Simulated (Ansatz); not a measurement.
**Ligand exchange: C2H5BrSi + CH3I → C2H6Si + CH2BrI**

Species: C2H5BrSi `C=C[SiH2]Br`, singlet; CH3I (methyl iodide) `CI`, singlet; C2H6Si `C=C[SiH3]`, singlet; CH2BrI (bromoiodomethane) `BrCI`, singlet. The partners trade Br for H: Si–Br and C–H bonds give way to Si–H and C–Br.

Shapes, held fixed at every level: PBE0-D4/def2-TZVP. Flexible molecules stand in one conformer, not always the lowest. Programs: Ansatz 0.2.0. The zero-point and thermal change to 298 K, harmonic and unscaled (PBE0-D4/def2-TZVP), is -8.0 kJ/mol.

Q: Estimate ΔH(298 K) of this reaction.

A: The highest level, CCSD(T)/def2-TZVPP, gives ΔH(298 K) = +157.9 kJ/mol; the levels span +153.3 to +176.9. The column of differences is taken from that level and isn't an error. No measured value is set beside it here. For atoms past krypton def2 sets carry core potentials with scalar relativity. Relativity is left out for Br unless named. Correlated rows may include outer-core shells of Br, I, which these sets cover unevenly.

| level | kind | ΔH(298 K) (kJ/mol) | less CCSD(T)/def2-TZVPP |
| --- | --- | --- | --- |
| HF/def2-SVP | Hartree–Fock | +176.9 | +19.0 |
| SPW92/def2-TZVPP | LDA | +153.3 | -4.6 |
| wB97M-V/def2-TZVPP | range-separated hybrid | +163.7 | +5.8 |
| B2PLYP/def2-TZVPP | double hybrid | +160.2 | +2.3 |
| MP2/def2-SVP | perturbation theory | +163.3 | +5.4 |
| CCSD(T)/def2-SVP | coupled cluster or CI | +158.2 | +0.3 |
| CCSD/def2-TZVPP | coupled cluster or CI | +160.8 | +2.9 |
| CCSD(T)/def2-TZVPP | coupled cluster or CI | +157.9 | 0.0 |

The exchange is strongly endothermic at every level, so bromine clearly prefers silicon to carbon in this pair. Silicon is more electropositive than carbon, which gives Si–Br a large ionic contribution, probably helped by some donation from the bromine lone pairs into σ* orbitals on the silyl group. The reaction gives up this bond and a strong C–H bond for a weaker Si–H bond and a much less polar C–Br bond. The vinyl group is a spectator.

In the smaller basis, correlation lowers the enthalpy from +176.9 at Hartree–Fock to +158.2 kJ/mol with CCSD(T), and MP2 recovers most of that drop. This suggests that correlation favours the products, plausibly in part through the attraction between two large, polarizable halogens on one carbon. The near agreement of CCSD(T) in the two basis sets may owe something to cancellation and doesn't establish the basis-set limit. With two molecules on each side, the entropy change should be modest, so equilibrium in the gas phase should lie far towards the bromosilane and methyl iodide.
